**Q.** I moved three negative point charges away from Mo⁴⁺ in a plane and computed the spin-orbit levels of its two 4d electrons at CASSCF level. The crystal field must weaken as the charges retreat. Why does the first excitation hardly move, and why is $\chi T$ so small for an ion whose ground level comes from a triplet?

Spin-orbit levels of Mo⁴⁺ amid three point charges of −1.5 e in a regular trigonal-planar arrangement, from OpenMolcas 26.06: state-averaged CASSCF (two electrons in the five 4d orbitals), ANO-RCC-VDZP, DKH2, point nucleus, spin-orbit state interaction with atomic mean-field integrals. χT is the powder susceptibility times temperature by Van Vleck's formula.

| distance of the charges (Å) | first excitation (cm⁻¹) | χT at 2 K (cm3 K/mol) | χT at 50 K (cm3 K/mol) | χT at 300 K (cm3 K/mol) |
| --- | --- | --- | --- | --- |
| 1.760 | 574 | 0 | 0.009 | 0.115 |
| 1.920 | 570 | 0 | 0.010 | 0.121 |
| 2.000 | 574 | 0 | 0.011 | 0.123 |
| 2.030 | 575 | 0 | 0.011 | 0.123 |
| 2.040 | 576 | 0 | 0.011 | 0.124 |
| 2.090 | 578 | 0 | 0.012 | 0.125 |
| 2.200 | 579 | 0.001 | 0.013 | 0.130 |
| 2.230 | 578 | 0.001 | 0.014 | 0.132 |
| 2.360 | 570 | 0.001 | 0.017 | 0.144 |
| 2.370 | 569 | 0.001 | 0.017 | 0.145 |

**A.** Start with what the columns measure. The first excitation, call it $\Delta$, is the energy from the lowest spin-orbit level to the next one, and $\chi T$ is the powder susceptibility times temperature. In every row the ground level is a single state of label A₁, so it has no moment of its own, and its triplet label tells only its spin parentage. At 2.00 and 2.23 Å, where we can inspect the levels, the first excited level is an E doublet grown from the same spin-free term. So $\Delta$ is a spin-orbit splitting and not a d–d transition, and it need not follow the field.

**Q.** Which spin-free term is that?

**A.** For d orbitals a planar triangle of charges acts almost as an axial field, so each orbital keeps its $m$: $z^2$ has $m=0$, the pair $xz, yz$ has $m=\pm1$, and the in-plane pair, which points at the charges, has $m=\pm2$. The triplets with $|M_L|=3$ and $2$ are the pairs $(2,1)$ and $(2,0)$, both pure ³F, so their difference is the orbital gap between $xz, yz$ and $z^2$. It puts $z^2$ lower, by 1819 cm⁻¹ at 2.00 Å and 1414 cm⁻¹ at 2.23 Å.

Filling orbitals alone would then give $(z^2)(xz,yz)$, a ³E term with $|M_L|=1$. Electron repulsion reverses the order. Applying $L_-$ down the ³F ladder shows that the pair $(1,-1)$ is 80 % ³F, while $(1,0)$ is only 40 % ³F and the rest is the high-lying ³P. The term ³A₂ with $M_L=0$, mostly $(xz,yz)^2$, therefore lies lowest in those two rows, with ³E just above it. This order rests on the ³F–³P repulsion, which a calculation with only the 4d shell active and no dynamic correlation tends to overstate.

**Q.** Then A₁ and E are just the $M_S=0$ and $M_S=\pm1$ parts of ³A₂, a zero-field splitting?

**A.** Only loosely, because ³E is too close for a small perturbation. Call its height above ³A₂ $\delta$ and the one-electron spin-orbit constant $\zeta$. One level of label A₂ is pure ³E with $M_L M_S=-1$, so it sits at $\delta-\zeta/2$, and its position gives $\zeta=926$ cm⁻¹ at 2.00 Å. On that scale $\delta$ is only $1.19\,\zeta$. The ground level ends up just 59 % ³A₂.

**Q.** Can I see that with pencil and paper?

**A.** Yes. Among triplets of two electrons each spin projects to $S/2$, so $H_{SO}=(\zeta/2)\,\mathbf L\cdot\mathbf S$, and it conserves $M_J=M_L+M_S$. The ladder part needs the element $\ell$ of $L_+$ between ³A₂ and ³E, which is $\sqrt{12}$ within ³F and $\sqrt2$ within ³P. The run gives ³F weights of 0.91 and 0.82 for the two terms at 2.00 Å, so

$$\ell=\sqrt{0.91\cdot0.82}\,\sqrt{12}+\sqrt{0.09\cdot0.18}\,\sqrt2\approx3.2 .$$

For A₁, with $M_J=0$, the state $|M_L,M_S\rangle=|0,0\rangle$ mixes with the symmetric sum of $|1,-1\rangle$ and $|-1,1\rangle$. That sum lies at $\delta-\zeta/2=0.69\,\zeta$, and the coupling is $\ell\zeta/2=1.6\,\zeta$. The two-level formula gives the lowering below ³A₂:

$$\sqrt{0.345^2+1.6^2}\,\zeta-0.345\,\zeta=1.29\,\zeta\approx1200\ \text{cm}^{-1},$$

against 1281 cm⁻¹ in the run.

For E, with $M_J=\pm1$, the state $|0,1\rangle$ mixes with $|1,0\rangle$ at the full height $\delta$, and the coupling is smaller by $\sqrt2$, namely $1.13\,\zeta$. The lowering is $\sqrt{0.595^2+1.13^2}\,\zeta-0.595\,\zeta=0.68\,\zeta$. The difference of the two lowerings is about $0.6\,\zeta$, or 560 cm⁻¹, the size of the tabulated gap. A₁ lies lowest because its partner is both nearer and more strongly coupled.

**Q.** That gives the size. Why does it stay flat?

**A.** The numbers show that both levels sink together. From the first row to the last, A₁ drops by a further 285 cm⁻¹ below the spin-free term and E by 290 cm⁻¹, and each sinks at every step. The gap is the difference of the two and spans only 10 cm⁻¹. Between 2.00 and 2.23 Å $\zeta$ grows by under 2 %, a small part of the 10 % by which the lowering of A₁ grows there, so most of the sinking comes from the weakening field: ³E moves nearer to ³A₂, and as the ³F weights of both terms rise, the element $\ell$ that couples them grows.

Theory offers effects of opposite sign on the gap. When $\delta$ falls, each level sinks in proportion to its ³E content, and A₁ has more of it, so the gap widens. The stronger coupling to ³E also lowers A₁ more than E and widens it further. But E can also take in $|2,-1\rangle$ from the $|M_L|=2$ term, while $M_J=0$ with $S=1$ allows no $|M_L|$ above 1, so this push acts on E alone and narrows the gap. Between the two inspected rows the $|M_L|=2$ term falls to 0.66 of its height and ³E only to 0.88. The widening and the narrowing are both at work, and the table shows their sum to be near zero over this range.

**Q.** And the wiggle? The gap dips at 1.92 Å, peaks at 2.20 Å and then falls again.

**A.** It follows from which level sinks faster. From 1.92 to 2.20 Å A₁ gains on E and the gap rises from 570 to 579 cm⁻¹; before and after that stretch E sinks faster. The long-distance end has a fixed point, since with no field both levels belong to the unsplit ³F₂ and the gap must vanish. That the fall after 2.20 Å is the start of this closing, driven by the descending $|M_L|=2$ term, is my guess, since it amounts to 10 cm⁻¹ so far.

The dip at 1.92 Å is 4 cm⁻¹ deep relative to the rows on either side. That is more than the rounding of the column, so it belongs to the calculation, but it is a slight imbalance between two lowerings of many hundreds of cm⁻¹. I attach no cause to it. Point charges without covalency are far too crude for a feature of that size to mean anything chemical.

**Q.** Now the magnetism. Is the ion diamagnetic at 2 K, where the table shows zeros?

**A.** The zeros are rounding. A non-degenerate level gains a moment only when the magnetic field mixes excited levels into it, which gives a susceptibility independent of temperature (TIP), and then $\chi T=\mathrm{TIP}\times T$. The slope taken from the same runs at 20 K gives 0.00036 cm³ K/mol at 2 K in the first row. It also reproduces the 50 K column in all ten rows within its rounding. Up to 50 K the doublet is in effect empty.

At 300 K two parts add, TIP × 300 K and a thermal remainder. Across the series $\chi T$ gains 0.030 cm³ K/mol, made of +0.046 from TIP and −0.016 from the remainder. The remainder falls at every step; the small uptick that the rounded column gives at 2.04 Å vanishes with the unrounded values of the runs. The population of the doublet stays near 11 % throughout because the gap is flat, so the rise at 300 K comes from TIP.

**Q.** Why does the remainder fall if the population stays put?

**A.** The doublet's moment shrinks. With $M_J=1$, $\langle L_z+2S_z\rangle=1+\langle S_z\rangle$, so $g_z/2-1=\langle S_z\rangle$, where $g_z$ is the axial g value of the doublet. The component $|0,1\rangle$ carries spin +1, $|1,0\rangle$ carries none, and $|2,-1\rangle$ subtracts. The run bears this out: $g_z/2-1$ is 0.710 against a ³A₂ weight of 0.715 at 2.00 Å, and 0.636 against 0.654 at 2.23 Å.

The Curie part of the doublet in a powder is about $\tfrac18(g_z/2)^2p$, with $p$ its population. At 2.00 Å this is $\tfrac18\times1.71^2\times0.11\approx0.04$ cm³ K/mol, roughly three quarters of the remainder. It falls to 0.037 at 2.23 Å, which accounts for about half of the fall of the remainder between these rows. By Van Vleck's formula the rest is the change in the second-order terms as population moves from A₁ to E.

**Q.** So TIP is the quantity to understand. Is its size what a triplet split by $\Delta$ would give?

**A.** It is far smaller. If $M$ is the element of $L_x+gS_x$ between A₁ and E, in Bohr magnetons, the powder TIP from that doublet is $\tfrac43CM^2/\Delta$, with $C=N_A\mu_B^2/hc\approx0.26$ cm³ mol⁻¹ cm⁻¹. A bare spin triplet has $M=2$, which at 2.00 Å gives $\tfrac43\times0.26\times4/574=2.4\times10^{-3}$ cm³/mol. The run has $2.20\times10^{-4}$, eleven times less. The ratio runs from 13.4 at the shortest distance to 7.3 at the longest.

The reason is a cancellation that angular-momentum algebra demands somewhere between the two limits. Spin-orbit coupling in a less than half-filled shell mixes in the ³E parts with a sign opposite to the ³A₂ part. With the ³A₂ coefficients of A₁ and E taken positive, the spin element is positive, while the orbital element, which links a ³A₂ part of one level to a ³E part of the other, is negative. In the free-ion limit ³F₂, with $g_J=2/3$, the total has size $g_J\sqrt3$ and equals −1.15 in these phases. Going from +2 to −1.15, $M$ has to pass through zero.

**Q.** Do we know where this series sits on that path?

**A.** For two rows we have an estimate. The matrix of $(\zeta/2)\,\mathbf L\cdot\mathbf S$ over all thirty triplet states was built from the run's own term energies, ³F weights and $\zeta$ at 2.00 and 2.23 Å, with nothing adjusted to the magnetic data; the printed output after this exchange lists the results row by row. At 2.00 Å the spin element is +1.79 and the orbital element −1.86, leaving −0.07. The doublet that a spin-only picture would hold responsible for all of the TIP then supplies about 1 % of it. Most comes from the levels of ³E parentage a few thousand cm⁻¹ up.

At 2.23 Å the orbital element has grown to −2.01 with the spin element almost unchanged, and the sum is −0.25. Since TIP goes with $M^2$, the doublet's share jumps from 0.03 to 0.39, in units of $10^{-4}$ cm³/mol. That is about two thirds of the rise that the estimate gives between the two rows. In this reading TIP climbs between these two rows mainly because the weakening field releases orbital moment, which begins to outweigh the spin.

**Q.** How far can I trust that estimate?

**A.** It takes the calculation apart and does not test it, because its ingredients come from the same runs. It reproduces $g_z$ of the doublet to 0.01, which was not put in. Its TIP is 9 % and 5 % above the run, so the size of the cancellation is well caught. It also recovers the rise between the two rows, a little too weakly.

It does worse on energies. The lowering of A₁ is about 7 % short of the run and the gap is too small by 48 and 39 cm⁻¹. The singlets are left out, and although they make up under 1 % of these levels, they lie so high that such a weight is worth of order 100 cm⁻¹, which is the likely source. A gap that is too small overfills the doublet, and together with the overshoot in TIP this makes $\chi T$ at 300 K too high by more than a tenth. An error of this size also means that the estimate cannot speak to the wiggle in the gap, and that the sign of so small a difference as −0.07 isn't secure.

**Q.** Would a real planar Mo(IV) complex behave like this?

**A.** The mechanism can act wherever a ³E term lies this close above ³A₂, but the position of the cancellation will differ. Covalent ligands spread the d orbitals and reduce the orbital moment, and point charges leave it almost whole, so the orbital element here is larger than real bonds would allow. Point charges also give too weak a field at true ligand charges, so a distance in the table doesn't map onto a bond length. What carries over is a test: for a d² ion with a singlet ground level, compare $\delta$ with $\zeta$ before using a spin-only formula, because when they are alike the first gap says little about the TIP.

**Q.** What is left unsettled?

**A.** The place where $M$ vanishes. TIP keeps falling from 2.00 Å down to 1.76 Å with no upturn, which fits a doublet that contributes almost nothing over that stretch but does not locate the zero. If the spin side took over at shorter distance, the doublet's share would grow again as $M^2$. Does $M$ cross zero inside this range, or does ³E stay so close to ³A₂ that the orbital moment keeps pace with the spin however near the charges come?

The analysis program printed:

```
rounding of the table: gap 0.5 cm-1, chiT 0.0005 cm3 K/mol; TIP = chiT(20 K)/20 K
R/A  gap  lowering A1, E /cm-1 | TIP/1e-4 cm3/mol  2*TIP  50*TIP-chi50  300*TIP  remainder  TIP share  spin-only/TIP
1.76 574 1213 639 | 1.81 0.00036 +0.0001 0.054 0.061 47% 13.4
1.92 570 1245 675 | 2.07 0.00041 +0.0004 0.062 0.059 51% 11.8
2.00 574 1281 707 | 2.20 0.00044 -0.0000 0.066 0.057 54% 11.0
2.03 575 1297 722 | 2.25 0.00045 +0.0003 0.068 0.055 55% 10.8
2.04 576 1302 726 | 2.27 0.00045 +0.0004 0.068 0.056 55% 10.6
2.09 578 1330 752 | 2.38 0.00048 -0.0001 0.071 0.054 57% 10.1
2.20 579 1396 817 | 2.68 0.00054 +0.0004 0.080 0.050 62% 9.0
2.23 578 1414 836 | 2.78 0.00056 -0.0001 0.083 0.049 63% 8.7
2.36 570 1492 922 | 3.31 0.00066 -0.0004 0.099 0.045 69% 7.4
2.37 569 1498 929 | 3.36 0.00067 -0.0002 0.101 0.044 69% 7.3
gap range 10 cm-1 (1.7% of mean 574); lowering first to last: A1 +285, E +290 cm-1
last/first: TIP x1.85, chi300 x1.26; chi300 change +0.030 = TIP +0.046, remainder -0.016
kT(300 K) 209 cm-1; doublet population 11.1 to 11.6%; spin-only chiT of a free triplet 1.00
limits of the A1-E element of Lx+gSx: spin triplet +2.00, 3F2 -1.15
--- R = 2.00 A: zeta from A2 level 926 cm-1; 3E/zeta 1.19; e''-a1' from |ML|=3 minus 2: 1819 cm-1
weight of (xz,yz)^2 in 3A2 0.97, of (z2)(xz,yz) in 3E 0.81; run: gz/2-1 = 0.710 against 3A2 weight in E 0.715
run: Curie part of the doublet at 300 K 0.041 of remainder 0.057 cm3 K/mol
estimate/run: gap 526/574 (-48), lowering 1192/1281 (-90) cm-1
estimate/run: 3A2 in A1 0.608/0.586, in E 0.710/0.715, gz 3.41/3.42
estimate/run: TIP 2.39/2.20 e-4 (+9%), chi300 0.141/0.123 (+14%)
estimate, A1-E element: spin +1.79, orbit -1.86, sum -0.07
estimate, TIP/1e-4 from first E 0.03, A2 0.37, other levels under 4000 cm-1 1.68, higher 0.31
--- R = 2.23 A: zeta from A2 level 942 cm-1; 3E/zeta 1.03; e''-a1' from |ML|=3 minus 2: 1414 cm-1
weight of (xz,yz)^2 in 3A2 0.96, of (z2)(xz,yz) in 3E 0.73; run: gz/2-1 = 0.636 against 3A2 weight in E 0.654
run: Curie part of the doublet at 300 K 0.037 of remainder 0.049 cm3 K/mol
estimate/run: gap 539/578 (-39), lowering 1320/1414 (-94) cm-1
estimate/run: 3A2 in A1 0.581/0.561, in E 0.654/0.654, gz 3.28/3.27
estimate/run: TIP 2.92/2.78 e-4 (+5%), chi300 0.146/0.132 (+11%)
estimate, A1-E element: spin +1.76, orbit -2.01, sum -0.25
estimate, TIP/1e-4 from first E 0.39, A2 0.40, other levels under 4000 cm-1 1.85, higher 0.28
terms 2.23/2.00: 3E |ML|=1 x0.88, |ML|=2 x0.66, |ML|=3 x0.69
```
